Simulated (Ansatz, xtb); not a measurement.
Loss of SiH4: C2H9NSi → C2H5N + SiH4

Species: C2H9NSi `CN(C)[SiH3]`, singlet; C2H5N (N-methylmethanimine) `C=NC`, singlet; SiH4 (silane) `[SiH4]`, singlet. 

Shapes, held fixed at every level: PBE0-D4/def2-TZVP. Programs: Ansatz 0.2.0, xtb 6.7.1. The zero-point and thermal change to 298 K, harmonic and unscaled (PBE0-D4/def2-TZVP), is -17.4 kJ/mol.

(1) Estimate ΔH(298 K) of this reaction.

Answers

(1) The highest level, CCSD(T)/CBS estimate, gives ΔH(298 K) = +135.0 kJ/mol; the levels span +110.4 to +156.2. The column of differences is taken from that level and isn't an error. No measured value is set beside it here. The CBS estimate extrapolates MP2 from def2-TZVPP and def2-QZVPP and adds CCSD(T) − MP2 in the triple-zeta set, cores frozen.

```json
{"level": "GFN2-xTB", "kind": "semi-empirical", "ΔH(298 K) (kJ/mol)": "+156.2", "less CCSD(T)/CBS estimate": "+21.2"}
{"level": "HF/def2-SVP", "kind": "Hartree–Fock", "ΔH(298 K) (kJ/mol)": "+116.3", "less CCSD(T)/CBS estimate": "-18.7"}
{"level": "HF/def2-TZVPP", "kind": "Hartree–Fock", "ΔH(298 K) (kJ/mol)": "+110.4", "less CCSD(T)/CBS estimate": "-24.6"}
{"level": "PBE0-D4/def2-TZVPP", "kind": "global hybrid", "ΔH(298 K) (kJ/mol)": "+146.1", "less CCSD(T)/CBS estimate": "+11.1"}
{"level": "wB97X-V/def2-TZVPP", "kind": "range-separated hybrid", "ΔH(298 K) (kJ/mol)": "+141.1", "less CCSD(T)/CBS estimate": "+6.1"}
{"level": "MP2/def2-SVP", "kind": "perturbation theory", "ΔH(298 K) (kJ/mol)": "+132.9", "less CCSD(T)/CBS estimate": "-2.1"}
{"level": "CCSD(T)/def2-TZVPP", "kind": "coupled cluster or CI", "ΔH(298 K) (kJ/mol)": "+128.5", "less CCSD(T)/CBS estimate": "-6.5"}
{"level": "CCSD(T)/CBS estimate", "kind": "coupled cluster or CI", "ΔH(298 K) (kJ/mol)": "+135.0", "less CCSD(T)/CBS estimate": "0.0"}
```

Losing silane from the silylamine is strongly endothermic at every level. The reaction gives up a strong, polar Si–N bond and a C–H bond, and the new Si–H bond and C=N π bond don't repay the cost. Delocalisation of the nitrogen lone pair into Si–H σ* orbitals probably adds to the stability of the reactant.

Hartree–Fock puts the enthalpy too low. In the same triple-zeta basis, correlation raises it from +110.4 to +128.5 kJ/mol, so it stabilises the intact amine more than the two products together. This suggests that correlation between neighbouring bond pairs around nitrogen, lost on fragmentation, outweighs the gain from the new π bond. Going on to the basis-set limit raises the value again, to +135.0 kJ/mol, so the close agreement of MP2 in the small basis probably owes much to cancelling errors.

The gain in entropy on forming two molecules will favour elimination on heating, but the reaction enthalpy doesn't give the barrier or show whether this path beats simple bond cleavage.
